**Spin-orbit splitting of 3d in Ti⁺ against level depth, orbital size and field**

The table holds the 3d3/2 and 3d5/2 eigenvalues and mean radii of Ti⁺ in nine imposed configurations, from spherical all-electron Dirac Kohn-Sham runs with revPBE and no spin polarisation (Quantum ESPRESSO ld1.x). The program fits the splitting as a power of the level depth, of $\langle r\rangle$ and of $\langle 1/r\rangle$ to the four rows without 4p and predicts the five rows with 4p; it also evaluates the hydrogenic formulas, the shifts of inner levels and an order-of-magnitude field effect at fixed orbital. Depth fits the four rows best but predicts the others worst (rms 0.90 meV, against 0.40 and 0.26 meV for the two size measures), and the hydrogenic $\alpha^2\varepsilon^2$ is too small by factors of 85 to 253. The step 4s→4p shifts all tested levels almost equally and yields about half as much splitting per eV as 3d→4s, while the 2p splitting changes by only −0.19 %. The rms errors of the size laws still exceed the 0.1 meV rounding, and their exponents lie below the value 3 of uniform shrinking.

All-electron Dirac Kohn-Sham calculations of Ti⁺ with the revPBE functional in Quantum ESPRESSO 7.5 (ld1.x), for a spherical, spin-unpolarised atom with a point nucleus. The number after each subshell in parentheses is its imposed occupation, and ε is the orbital eigenvalue, negative for a bound level.

## The fit in Python

```python
# Table: 3d3/2 and 3d5/2 eigenvalues and mean radii of Ti+ in nine imposed configurations;
# Quantum ESPRESSO ld1.x, spherical all-electron Dirac Kohn-Sham, revPBE, no spin polarisation.
# Tested: does the 3d spin-orbit splitting follow orbital size, level depth, or a changed field?
T = {
    'configuration': ['[Ar] (3d3/2)0.8 (3d5/2)1.2 (4s1/2)1', '[Ar] (3d3/2)0.8 (3d5/2)1.2 (4p1/2)0.3333 (4p3/2)0.6667', '[Ar] (3d3/2)0.8 (3d5/2)1.2 (4s1/2)0.5 (4p1/2)0.1667 (4p3/2)0.3333', '[Ar] (3d3/2)0.6 (3d5/2)0.9 (4s1/2)1 (4p1/2)0.1667 (4p3/2)0.3333', '[Ar] (3d3/2)0.6 (3d5/2)0.9 (4s1/2)1.5', '[Ar] (3d3/2)0.4 (3d5/2)0.6 (4s1/2)2', '[Ar] (3d3/2)0.2 (3d5/2)0.3 (4s1/2)1.5 (4p1/2)0.3333 (4p3/2)0.6667', '[Ar] (3d3/2)1 (3d5/2)1.5 (4s1/2)0.5', '[Ar] (3d3/2)0.4 (3d5/2)0.6 (4s1/2)1 (4p1/2)0.3333 (4p3/2)0.6667'],
    'eigenvalue_3d32': [-11.318, -12.424, -11.877, -14.014, -13.453, -15.841, -19.545, -9.4671, -16.945],  # eV
    'eigenvalue_3d52': [-11.27, -12.374, -11.828, -13.96, -13.4, -15.783, -19.482, -9.4227, -16.886],  # eV
    'mean_radius_3d32': [1.514, 1.4864, 1.4999, 1.4182, 1.4291, 1.3555, 1.2789, 1.6121, 1.3388],  # bohr
    'mean_radius_3d52': [1.5186, 1.4906, 1.5043, 1.4219, 1.4329, 1.3587, 1.2816, 1.6176, 1.342],  # bohr
    'gap': [0.05, 0.05, 0.05, 0.05, 0.05, 0.06, 0.06, 0.04, 0.06],  # eV
}
import re
import numpy as np
from scipy.constants import alpha, physical_constants as pc
Ha = pc['Hartree energy in eV'][0]
def occ(c, s):
    return round(sum(float(x) for a, x in re.findall(r'\((\d[spd])\d/2\)([\d.]+)', c) if a == s), 2)
nd, ns, npp = (np.array([occ(c, s) for c in T['configuration']]) for s in ('3d', '4s', '4p'))
e, e5, r, r5 = (np.array(T[k], float) for k in ('eigenvalue_3d32', 'eigenvalue_3d52', 'mean_radius_3d32', 'mean_radius_3d52'))
# Further outputs of the same runs (level lists, table row order): splittings and <1/r> of 3d3/2
g = np.array([48.6, 49.6, 49.1, 53.6, 53.0, 57.7, 63.5, 44.4, 58.7])  # meV, 3d
s2 = np.array([5.7728, 5.7730, 5.7729, 5.7703, 5.7702, 5.7674, 5.7644, 5.7751, 5.7675])  # eV, 2p
s3 = np.array([0.6548, 0.6553, 0.6551, 0.6671, 0.6667, 0.6806, 0.6976, 0.6451, 0.6818])  # eV, 3p
u = np.array([0.89525, 0.90590, 0.90059, 0.93743, 0.93280, 0.96935, 1.01122, 0.85705, 0.97722])
# Further outputs: levels (eV) in d2s1, d2p1, d1s2; F0 integrals (eV) of d1.5s1.5; 4s of d2.5s0.5
core = {'1s': (-4875.995, -4877.247, -4881.874), '2p3/2': (-449.4026, -450.6087, -456.1754), '3s': (-69.9377, -71.176, -75.6304)}
Fdd, Fsd, e4s = 17.70833, 9.742049, -9.4877
ix = lambda d, p: int(np.where((nd == d) & (npp == p))[0][0])
lab = ['d%g s%g p%g' % t for t in zip(nd, ns, npp)]
a, b = ix(2.5, 0), ix(0.5, 1)
print('Splitting g from level lists, rounding 0.1 meV; from table eigenvalues, rounding 1 meV; largest mismatch %.1f meV' % np.abs(1e3*(e5-e)-g).max())
X = {'|e|': -e, '<r>': r, '<1/r>': u}
fit = npp == 0
k, res = {}, {}
for n, x in X.items():
    k[n], c = np.polyfit(np.log(x[fit]), np.log(g[fit]), 1)
    res[n] = np.exp(c)*x**k[n]-g
    o = np.abs(res[n])*(~fit)
    print('g ~ %s^k on 4 rows without 4p: k=%.2f, rms fitted %.2f, rms on 4p rows %.2f, worst %+.2f meV (%s)' % (n, k[n], np.sqrt(np.mean(res[n][fit]**2)), np.sqrt(np.mean(res[n][~fit]**2)), res[n][o.argmax()], lab[o.argmax()]))
print('row | g meV | model minus g (meV): |e|, <r>, <1/r> | <r><1/r> | r5/2-r3/2 bohr | g/|e| x1000 | alpha^2 e^2 meV')
hyd = alpha**2*(e/Ha)**2*Ha*1e3
for i in np.argsort(g):
    print('%-15s %5.1f | %+.2f %+.2f %+.2f | %.3f | %.4f | %.2f | %.2f' % (lab[i], g[i], res['|e|'][i], res['<r>'][i], res['<1/r>'][i], r[i]*u[i], r5[i]-r[i], -g[i]/e[i], hyd[i]))
print('hydrogenic 3d: <r><1/r> = %.3f; g / (alpha^2 e^2) from %.0f to %.0f' % (10.5/9, (g/hyd).min(), (g/hyd).max()))
hz = alpha**2*(10.5/r)**4/324*Ha*1e3
print('hydrogenic with Z=10.5/<r>: Z %.2f to %.2f, g %.1f to %.1f meV (x%.2f; runs x%.2f)' % (10.5/r[a], 10.5/r[b], hz[a], hz[b], hz[b]/hz[a], g[b]/g[a]))
print('d2.5 to d0.5, change in %%: g %+.1f, |e| %+.1f, <r> %+.1f, <1/r> %+.1f, 2p splitting %+.2f, 3p splitting %+.1f' % tuple(100*(x[b]/x[a]-1) for x in (g, e, r, u, s2, s3)))
print('Steps: de eV, d<r> bohr, dg meV, dg per eV of deepening | dg from power laws in |e|, <r>, <1/r> (meV)')
steps = [('3d>4s', 2.5, 0, 2, 0), ('3d>4s', 2, 0, 1.5, 0), ('3d>4s', 1.5, 0, 1, 0), ('3d>4s', 1, 1, 0.5, 1),
         ('4s>4p', 2, 0, 2, 0.5), ('4s>4p', 2, 0, 2, 1), ('4s>4p', 1.5, 0, 1.5, 0.5), ('4s>4p', 1, 0, 1, 1)]
sl = {'3d>4s': [], '4s>4p': []}
for t, d0, p0, d1, p1 in steps:
    i, j = ix(d0, p0), ix(d1, p1)
    sl[t].append((g[j]-g[i])/(e[i]-e[j]))
    pr = [g[i]*((X[n][j]/X[n][i])**k[n]-1) for n in X]
    print('%s %s to %s: %+.3f %+.4f %+.1f %.2f | %.2f %.2f %.2f' % (t, lab[i], lab[j], e[j]-e[i], r[j]-r[i], g[j]-g[i], sl[t][-1], *pr))
print('mean dg per eV: 3d>4s %.2f, 4s>4p %.2f meV/eV, ratio %.1f' % (np.mean(sl['3d>4s']), np.mean(sl['4s>4p']), np.mean(sl['3d>4s'])/np.mean(sl['4s>4p'])))
i0, i1, i2 = ix(2, 0), ix(2, 1), ix(1, 0)
for t, m, j in (('4s>4p', 1, i1), ('3d>4s', 2, i2)):
    print('level shifts from d2 s1, one electron %s (eV): ' % t + ', '.join('%s %+.2f' % (n, v[m]-v[0]) for n, v in core.items()) + ', 3d3/2 %+.2f' % (e[j]-e[i0]))
print('frozen F0(3d,3d)-F0(4s,3d) = %.2f eV; deepening d2 s1 to d1 s2 = %.2f eV, ratio %.2f' % (Fdd-Fsd, e[i0]-e[i2], (e[i0]-e[i2])/(Fdd-Fsd)))
pre = 1.25*alpha**2*Ha*1e3
print('(5/4)alpha^2 = %.3f meV bohr^3; implied <Z(r)/r^3> %.1f to %.1f bohr^-3' % (pre, g[a]/pre, g[b]/pre))
beta = 6*u[i0]  # r^6 exp(-beta r) density matched to <1/r>; <Q(r)/r^3> = (176/1024) beta^3/120
print('field of one removed 3d electron at fixed orbital (order of magnitude): %.1f meV; runs d2 s1 to d1 s2: %.1f meV' % (pre*176/1024*beta**3/120, g[i2]-g[i0]))
print('d2.5 s0.5: 4s minus 3d3/2 = %+.3f eV' % (e4s-e[a]))
assert np.abs(1e3*(e5-e)-g).max() < 1.1
assert list(np.argsort(g)) == list(np.argsort(u)) == list(np.argsort(-r))
assert max(sl['4s>4p']) < min(sl['3d>4s'])
assert 0 < k['|e|'] < 2 and 1 < -k['<r>'] < 3 and 1 < k['<1/r>'] < 3 and s2[b] < s2[a]
```

Running it gives:

```
Splitting g from level lists, rounding 0.1 meV; from table eigenvalues, rounding 1 meV; largest mismatch 0.6 meV
g ~ |e|^k on 4 rows without 4p: k=0.51, rms fitted 0.04, rms on 4p rows 0.90, worst +1.36 meV (d2 s0 p1)
g ~ <r>^k on 4 rows without 4p: k=-1.51, rms fitted 0.12, rms on 4p rows 0.40, worst -0.67 meV (d0.5 s1.5 p1)
g ~ <1/r>^k on 4 rows without 4p: k=2.13, rms fitted 0.07, rms on 4p rows 0.26, worst -0.47 meV (d0.5 s1.5 p1)
row | g meV | model minus g (meV): |e|, <r>, <1/r> | <r><1/r> | r5/2-r3/2 bohr | g/|e| x1000 | alpha^2 e^2 meV
d2.5 s0.5 p0     44.4 | -0.02 -0.10 -0.05 | 1.382 | 0.0055 | 4.69 | 0.18
d2 s1 p0         48.6 | -0.00 +0.11 +0.05 | 1.355 | 0.0046 | 4.29 | 0.25
d2 s0.5 p0.5     49.1 | +0.71 +0.30 +0.17 | 1.351 | 0.0044 | 4.13 | 0.28
d2 s0 p1         49.6 | +1.36 +0.48 +0.29 | 1.347 | 0.0042 | 3.99 | 0.30
d1.5 s1.5 p0     53.0 | +0.06 +0.14 +0.09 | 1.333 | 0.0038 | 3.94 | 0.35
d1.5 s1 p0.5     53.6 | +0.57 +0.15 +0.05 | 1.329 | 0.0037 | 3.82 | 0.38
d1 s2 p0         57.7 | -0.05 -0.15 -0.09 | 1.314 | 0.0032 | 3.64 | 0.49
d1 s1 p1         58.7 | +0.96 -0.06 -0.09 | 1.308 | 0.0032 | 3.46 | 0.56
d0.5 s1.5 p1     63.5 | +0.65 -0.67 -0.47 | 1.293 | 0.0027 | 3.25 | 0.75
hydrogenic 3d: <r><1/r> = 1.167; g / (alpha^2 e^2) from 85 to 253
hydrogenic with Z=10.5/<r>: Z 6.51 to 8.21, g 8.0 to 20.3 meV (x2.52; runs x1.43)
d2.5 to d0.5, change in %: g +43.0, |e| +106.5, <r> -20.7, <1/r> +18.0, 2p splitting -0.19, 3p splitting +8.1
Steps: de eV, d<r> bohr, dg meV, dg per eV of deepening | dg from power laws in |e|, <r>, <1/r> (meV)
3d>4s d2.5 s0.5 p0 to d2 s1 p0: -1.851 -0.0981 +4.2 2.27 | 4.22 4.41 4.31
3d>4s d2 s1 p0 to d1.5 s1.5 p0: -2.135 -0.0849 +4.4 2.06 | 4.46 4.42 4.43
3d>4s d1.5 s1.5 p0 to d1 s2 p0: -2.388 -0.0736 +4.7 1.97 | 4.59 4.40 4.51
3d>4s d1 s1 p1 to d0.5 s1.5 p1: -2.600 -0.0599 +4.8 1.85 | 4.42 4.20 4.43
4s>4p d2 s1 p0 to d2 s0.5 p0.5: -0.559 -0.0141 +0.5 0.89 | 1.21 0.69 0.62
4s>4p d2 s1 p0 to d2 s0 p1: -1.106 -0.0276 +1.0 0.90 | 2.36 1.37 1.24
4s>4p d1.5 s1.5 p0 to d1.5 s1 p0.5: -0.561 -0.0109 +0.6 1.07 | 1.11 0.62 0.56
4s>4p d1 s2 p0 to d1 s1 p1: -1.104 -0.0167 +1.0 0.91 | 2.01 1.09 1.00
mean dg per eV: 3d>4s 2.04, 4s>4p 0.94 meV/eV, ratio 2.2
level shifts from d2 s1, one electron 4s>4p (eV): 1s -1.25, 2p3/2 -1.21, 3s -1.24, 3d3/2 -1.11
level shifts from d2 s1, one electron 3d>4s (eV): 1s -5.88, 2p3/2 -6.77, 3s -5.69, 3d3/2 -4.52
frozen F0(3d,3d)-F0(4s,3d) = 7.97 eV; deepening d2 s1 to d1 s2 = 4.52 eV, ratio 0.57
(5/4)alpha^2 = 1.811 meV bohr^3; implied <Z(r)/r^3> 24.5 to 35.1 bohr^-3
field of one removed 3d electron at fixed orbital (order of magnitude): 0.4 meV; runs d2 s1 to d1 s2: 9.1 meV
d2.5 s0.5: 4s minus 3d3/2 = -0.021 eV
```
